# Appendix: Microscopic reversibility, detailed balance, and an inverse problem for CO(j) + H₂

## A.1 From the S matrix to the cross sections

Take CO as a rigid rotor with levels $\epsilon_j$ and degeneracy $g_j=2j+1$, and para-H₂ in its state $j=0$. With a gap of approximately 510 K, the relative population of H₂($j=2$) at 40 K is $5e^{-510/40}=1.5\times10^{-5}$, so H₂ acts as a structureless spectator with $g=1$. At total energy $E$ the relative momentum in level $i$ obeys $p_i^2/2\mu=E_i=E-\epsilon_i$.

For fixed total angular momentum $J$ and parity, the channels are labelled $(j,l)$. The interaction is invariant under time reversal, so the coupled radial equations $U''=WU$ can be written with $W$ real and symmetric. The matrix $U^{T}U'-U'^{T}U$ is then independent of the distance $R$, and it vanishes for solutions regular at the origin. In the open channels, with wavenumbers $\kappa=p/\hbar$, the solutions approach $U\to\kappa^{-1/2}[\sin\theta+\cos\theta\,K]$, where $\theta=\kappa R-l\pi/2$ is diagonal; closed channels decay. Inserting this form gives $U^{T}U'-U'^{T}U=K^{T}-K$. Hence $K$ is real and symmetric, and $S=(1+iK)(1-iK)^{-1}$ is unitary and symmetric.

The cross section between different levels, averaged over initial and summed over final projections, is

$$\sigma_{i\to f}=\frac{\pi\hbar^2}{g_ip_i^2}\,N_{if}(E),\qquad N_{if}(E)=\sum_J(2J+1)\sum_{l,l'}\left|S^{J}_{fl',il}(E)\right|^2 ,\tag{A1}$$

with both parities included in the sum. The symmetry of $S$ gives $N_{if}=N_{fi}$, and therefore

$$g_i\,p_i^2\,\sigma_{i\to f}(E_i)=g_f\,p_f^2\,\sigma_{f\to i}(E_f),\qquad E_i+\epsilon_i=E_f+\epsilon_f .\tag{A2}$$

The two cross sections are compared at equal total energy, not at equal collision energy. In general $g$ is the product of the degeneracies of both partners.

## A.2 Thermal averages

For a Maxwell distribution of relative velocities,

$$k_{i\to f}=\left(\frac{8}{\pi\mu_i}\right)^{1/2}(k_BT)^{-3/2}\int\sigma_{i\to f}\,E_i\,e^{-E_i/k_BT}\,dE_i .\tag{A3}$$

From (A1), $\sigma_{i\to f}E_i=\pi\hbar^2N_{if}/(2\mu_ig_i)$. Changing the variable to $E$ gives

$$k_{i\to f}=\frac{e^{\epsilon_i/k_BT}}{h\,g_i\,q_i^{\rm tr}}\int_{\max(\epsilon_i,\epsilon_f)}^\infty N_{if}(E)\,e^{-E/k_BT}dE,\qquad q_i^{\rm tr}=\left(\frac{\mu_ik_BT}{2\pi\hbar^2}\right)^{3/2}.\tag{A4}$$

The integral is the same in both directions, so

$$\frac{k_{i\to f}}{k_{f\to i}}=\frac{g_f}{g_i}\left(\frac{\mu_f}{\mu_i}\right)^{3/2}e^{-(\epsilon_f-\epsilon_i)/k_BT}.\tag{A5}$$

The mass factor matters for rearrangements and equals one for rotational excitation.

Now divide the levels into two groups A and B, with all energies counted from one zero, and let each group be Boltzmann-distributed within itself: $x_i=g_ie^{-\epsilon_i/k_BT}/q_A$, with $q_A=\sum_{i\in A}g_ie^{-\epsilon_i/k_BT}$. Then $k_{\rm f}=\sum_{i\in A,f\in B}x_ik_{i\to f}$, and likewise for $k_{\rm r}$. By (A4), $q_Aq_A^{\rm tr}k_{\rm f}$ and $q_Bq_B^{\rm tr}k_{\rm r}$ are the same double sum of integrals, so

$$\frac{k_{\rm f}}{k_{\rm r}}=\frac{q_B}{q_A}\left(\frac{\mu_B}{\mu_A}\right)^{3/2}=K_c .\tag{A6}$$

The last step holds because, for two particles going to two, the translational part of $K_c$ is the ratio of the products of the masses to the power $3/2$, and the total mass is common to both sides. If the groups are not internally thermal, (A5) survives and (A6) need not hold.

## A.3 The data

Three rotational levels $a<b<c$ of $^{12}$C$^{16}$O in a bath of para-H₂ are observed without assignment. The values below were made for the exercise and rounded as data are; their magnitudes were chosen to reproduce the typical behaviour of CO + para-H₂ at low temperature. The unit is Å$^3$ ps$^{-1}$, equal to $10^{-12}$ cm$^3$ s$^{-1}$. Each entry carries an independent relative standard uncertainty of 3 %.

| $T$ (K) | $k_{a\to b}$ | $k_{b\to a}$ | $k_{b\to c}$ | $k_{c\to b}$ |
|---|---|---|---|---|
| 5 | 33.2 | 32.1 | 13.3 | 74.6 |
| 10 | 55.6 | 33.6 | 39.9 | 70.1 |
| 20 | 76.4 | 32.4 | 61.8 | 66.3 |
| 40 | 85.0 | 33.5 | 78.0 | 60.4 |

One further datum, also made up, is the equilibrium fraction of CO in level $a$ at 10 K, $x_a=0.26\pm0.01$. The approximate masses 12.000, 15.995 and 2.016 u for C, O and H₂ give $\mu_{\rm CO}=6.856$ u for the rotor and $\mu=1.881$ u for the collision. The unknowns are the quantum numbers, the rotational constant $B$ in $\epsilon_j=Bj(j+1)$, and a smooth cross section for $b\rightleftharpoons c$. Fitted intermediate values are carried unrounded.

The upward and downward entries must be independent determinations. Tabulations often generate one direction from the other through (A5), and the ratios then return only the energies that were put in.

## A.4 Gaps and degeneracy ratios

By (A5), $y=\ln(k_{\rm up}/k_{\rm down})=\alpha-(\Delta/k_B)\,x$, with $x=1/T$, $\alpha=\ln(g_f/g_i)$ and $\Delta=\epsilon_f-\epsilon_i$. The dynamics has cancelled. Each $y$ has uncertainty $\sigma_y=0.03\sqrt2=0.042$.

| $T$ (K) | 5 | 10 | 20 | 40 |
|---|---|---|---|---|
| $y_{ab}$ | 0.034 | 0.504 | 0.858 | 0.931 |
| $y_{bc}$ | −1.724 | −0.564 | −0.070 | 0.256 |

The abscissae have $\bar x=0.09375$ K$^{-1}$, $\sum x^2=0.053125$ K$^{-2}$ and $S_{xx}=\sum(x-\bar x)^2=0.01797$ K$^{-2}$. Least squares gives $\Delta/k_B=-\sum(x-\bar x)y/S_{xx}$ and $\alpha=\bar y+\bar x\,\Delta/k_B$. The uncertainties are $\sigma_y/\sqrt{S_{xx}}=0.32$ K for the gap and $\sigma_y[\sum x^2/4S_{xx}]^{1/2}=0.036$ for $\alpha$. The results are

$$\Delta_{ab}/k_B=5.28\pm0.32\ {\rm K},\qquad g_b/g_a=2.93\pm0.11,$$
$$\Delta_{bc}/k_B=11.20\pm0.32\ {\rm K},\qquad g_c/g_b=1.69\pm0.06 .$$

The estimates of $\alpha$ and $\Delta$ are correlated, with coefficient $\bar x/(\sum x^2/4)^{1/2}=+0.81$: a gap that comes out low brings a low degeneracy ratio with it. The simplest ratios of odd integers within these ranges are $3/1$ and $5/3$, which suggests $j=0,1,2$. That assignment demands $\Delta_{bc}/\Delta_{ab}=4B/2B=2$, and the fit gives $2.12\pm0.14$.

## A.5 Uniqueness of the assignment

The rate ratios do not settle the matter, even if free of noise. Since $j(j+1)=(g^2-1)/4$, every gap is $\Delta=B(g_f^2-g_i^2)/4$. The replacement $g\to ng$, $B\to B/n^2$ with odd $n$ leaves all degeneracy ratios and all gaps unchanged. The triple $j=1,4,7$, with $g=3,9,15$ and $B/9$, reproduces every $y$ exactly. Centrifugal distortion, $-Dj^2(j+1)^2$, would break the symmetry in principle. With a typical $D/k_B\approx9\times10^{-6}$ K it shifts $\Delta_{bc}$ of the simplest assignment by $32D/k_B=3\times10^{-4}$ K, far below the uncertainty.

The sum over states lifts the ambiguity, because it counts the unobserved levels. First fit $B$ under the assignment $0,1,2$. With $\alpha$ fixed at $\ln3$ and $\ln(5/3)$, set $z=\alpha-y=m(B/k_B)x$, where $m=2$ for $ab$ and $m=4$ for $bc$. Over the eight points,

$$\frac{B}{k_B}=\frac{\sum mxz}{\sum m^2x^2}=\frac{2.937\ {\rm K^{-1}}}{1.0625\ {\rm K^{-2}}}=2.76\pm0.04\ {\rm K},\tag{A7}$$

where the uncertainty is $\sigma_y/(\sum m^2x^2)^{1/2}$. This is $B=0.238\pm0.004$ meV, with $\chi^2=4.6$ for seven degrees of freedom. Fixing the intercepts replaces $S_{xx}$ by $\sum x^2$ and narrows the uncertainty by a factor 1.7.

Apply (A6) with A $=\{a\}$ and B all other levels, so that $K_c=(1-x_a)/x_a$. The datum gives $K_c=2.85\pm0.15$. For $a=0$ the partition function at 10 K is $q=\sum_j(2j+1)e^{-Bj(j+1)/k_BT}=3.97$, so $K_c=q-1=2.97\pm0.05$ and $x_a=0.25$. For $n=3$ one finds $q=32.9$ and $x_a=3e^{-2B/9k_BT}/q=0.086$, which is excluded. For larger $g_a=n$, including triples that match the ratios only within the noise, $q$ grows as $n^2$ and $x_a$ falls roughly as $1/n$. The assignment $j=0,1,2$ is thus the only one left within the rigid-rotor model.

From $B=\hbar^2/(2\mu_{\rm CO}r_0^2)$ the model's effective bond length is $r_0=1.13\pm0.01$ Å. Its relative uncertainty is half that of $B$, 0.7 % against 1.5 %.

## A.6 The cross section

Detailed balance says nothing about the size of the rates, so a dynamical model is needed. Take $\sigma_{c\to b}(E_c)=\sigma_0(E_c/E_0)^{-s}$ with the reference $E_0=1$ meV. Equation (A3) gives

$$k_{c\to b}=\bar v\,\sigma_0\,\Gamma(2-s)\left(\frac{k_BT}{E_0}\right)^{-s},\qquad\bar v=\left(\frac{8k_BT}{\pi\mu}\right)^{1/2},\tag{A8}$$

so $k_{c\to b}\propto T^{1/2-s}$. The four temperatures are spaced by $\ln2$ in $\ln T$ about the centre $T^*=\sqrt{200}$ K $=14.1$ K, and the sum of squared deviations is $5(\ln 2)^2$. The slope of $\ln k_{c\to b}$ against $\ln T$ is $-0.099$ with uncertainty $0.03/(\sqrt5\ln2)=0.019$, so $s=0.60\pm0.02$. The geometric mean of the rates is the fitted value at the centre, $k^*=67.6$ Å$^3$ ps$^{-1}$, with uncertainty $3\,\%/\sqrt4=1.5\,\%$, uncorrelated with the slope. At $T^*$ one has $k_BT^*=1.219$ meV, $\bar v=3.99$ Å ps$^{-1}$ and $\Gamma(2-s)=0.887$, and (A8) yields $\sigma_0=21.5\pm0.3$ Å$^2$. The uncertainty in $s$ adds little, since $\partial\ln\sigma_0/\partial s=\psi(2-s)+\ln(k_BT^*/E_0)=0.14$, with $\psi$ the digamma function.

The excitation cross section now follows from (A2) without a further parameter. With $\Delta=4B=0.953$ meV and $E_b>\Delta$,

$$\sigma_{b\to c}(E_b)=\frac53\,\frac{E_b-\Delta}{E_b}\,\sigma_0\left(\frac{E_b-\Delta}{E_0}\right)^{-s}.\tag{A9}$$

It rises from zero at threshold as $(E_b-\Delta)^{1-s}$. Its logarithmic derivative $(1-s)/(E_b-\Delta)-1/E_b$ vanishes at $E_b=\Delta/s=1.6$ meV, where the model's cross section is 19 Å$^2$.

Within the power-law family the solution is unique, as a straight line through four points is. Outside it, it is not. By (A3), $T^{3/2}k$ is proportional to the Laplace transform of $E\sigma(E)$, and four noisy values of a transform cannot fix a function. Close-coupling cross sections for this system typically show narrow resonances at these energies. A resonance of area $A$ at $E_c=E_0$ changes the rate by the fraction $(A/\sigma_0E_0)\,\vartheta^{s-2}e^{-1/\vartheta}/\Gamma(2-s)$, with $\vartheta=k_BT/E_0$, which is largest at $\vartheta=1/(2-s)$. An illustrative peak 20 Å$^2$ high and 0.05 meV wide, with $A=1$ Å$^2$ meV, nearly doubles the local cross section, yet alters the rate by at most 2.1 %, below the noise. Likewise, the Wigner threshold law requires $\sigma_{c\to b}\propto E_c^{-1/2}$ as $E_c\to0$, so the fitted $s$ is an effective exponent. Collision energies below 0.1 meV supply 9 % of the model's rate at 5 K, where $k_BT=0.43$ meV, and less at higher temperature. Equation (A9) is therefore an envelope, least constrained close to threshold. Any structure in one direction reappears in the other at the same total energy.

## A.7 Systematic errors

Three kinds of bias propagate differently. A calibration error common to all rates, such as one in the H₂ density, cancels in $y$. It leaves $B$, the assignment and $s$ untouched and passes in full into $\sigma_0$.

An error in the temperature scale multiplies every $x$ by one factor, and only $\Delta/k_BT$ enters (A5). A 2 % error thus shifts $B$ by 2 %, more than the statistical 1.5 %, and leaves $\chi^2$ unchanged, so the fit cannot reveal it.

A relative bias between upward and downward rates adds a constant $\delta$ to every $y$. The free fit absorbs it in $\alpha$ and keeps the gaps. The constrained fit (A7) shifts by $-\delta\sum mx/\sum m^2x^2=-2.12\,\delta$ K, so upward rates too high by 3 % lower $B/k_B$ by 0.06 K, again more than the statistical uncertainty. The gain in precision from fixing the intercepts is paid for by this sensitivity, and the agreement of the free intercepts with $\ln3$ and $\ln(5/3)$ is the available test.

The inferred $j=0,1,2$, $B=0.238$ meV, $r_0=1.13$ Å and $\sigma_0=21.5$ Å$^2$ belong to the model and its made-up data. Those data were chosen to resemble typical CO + para-H₂ behaviour, so the resemblance of the results to the real system is built in and tests nothing. The structural conclusion is independent of the numbers: rate ratios fix gaps and degeneracy ratios whatever the potential, the sum over states fixes the absolute quantum numbers, and the magnitudes of the rates constrain the cross section only as a thermal average.